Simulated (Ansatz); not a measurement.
# ZrB₂: the change of pressure with volume per atom

Periodic Kohn-Sham DFT of a crystal at fixed atoms; pressure and stress are positive in compression; the energy is the free energy less that of spherical unpolarised free atoms; site moments are those in the method's own spheres, positive along +z. The results are calculated, by Ansatz 0.2.0.

Cell of the first row (space group P6/mmm, No. 191):
```
cell vectors (Å)
   3.1004     0.0000     0.0000
  -1.5502     2.6850     0.0000
   0.0000     0.0000     3.4481
atoms (fractions of the cell vectors)
Zr  0.00000  0.00000  0.00000
B   0.33333  0.66667  0.50000
B   0.66667  0.33333  0.50000
```

Settings of every row: method all-electron PAW; functional LDA; relativity scalar; k mesh 13x13x10; filling fermi-dirac; smearing width 0.03 eV; nucleus gaussian.

Atom start moment: 0 on all atoms.

```
row  volume per atom (Å³)  pressure (GPa)
  1                 9.568            9.05
  2                 9.772           3.057
  3                 9.975          -2.361
  4                10.077          -4.872
  5                10.179           -7.26
  6                10.281          -9.531
  7                10.382               ?
  8                10.586         -15.697
  9                 10.79         -19.319
```

Question: what pressure should row 7 give?

Worked fit of pressure. Take u = (V_r/V)^(2/3) − 1 with V_r = 10.128 Å³ an atom, which is twice the finite (Eulerian) strain; such expansions in the strain, on which the Birch-Murnaghan equation of state is built, carry the rest volume and the bulk modulus. The shown rows have u = 0.03865, 0.02414, 0.0102, 0.00337, -0.00334, -0.00995, -0.02906, -0.04133. Least squares give pressure = −6.0802 + 356.961 × u + 890.14 × u² GPa; a straight line predicts inner rows, each left out in turn, worse (root mean square 0.47 against 0.011 GPa). The rows lie off it by 0.004, 0.001, -0.014, -0.005, 0.003, 0.013, 0.005, -0.006 (root mean square 0.0077 GPa). The pressure vanishes at u = 0.0164, or V = 9.884 Å³ an atom, and there the bulk modulus at fixed shape and fractions is B = −V dP/dV = (2/3)(1 + u) dP/du = 262 GPa. Letting shape and atoms relax would as a rule lower it, by much in layered, chain or molecular crystals. The withheld row has u = -0.01638, so the fit gives −6.0802 + 356.961 × (-0.01638) + 890.14 × (-0.01638)² = -11.688 GPa.

The calculation gave -11.69 GPa. The fit lies 0.002 GPa (0.007 % of the column's range) above it; its largest miss of a shown row is 0.014 GPa.
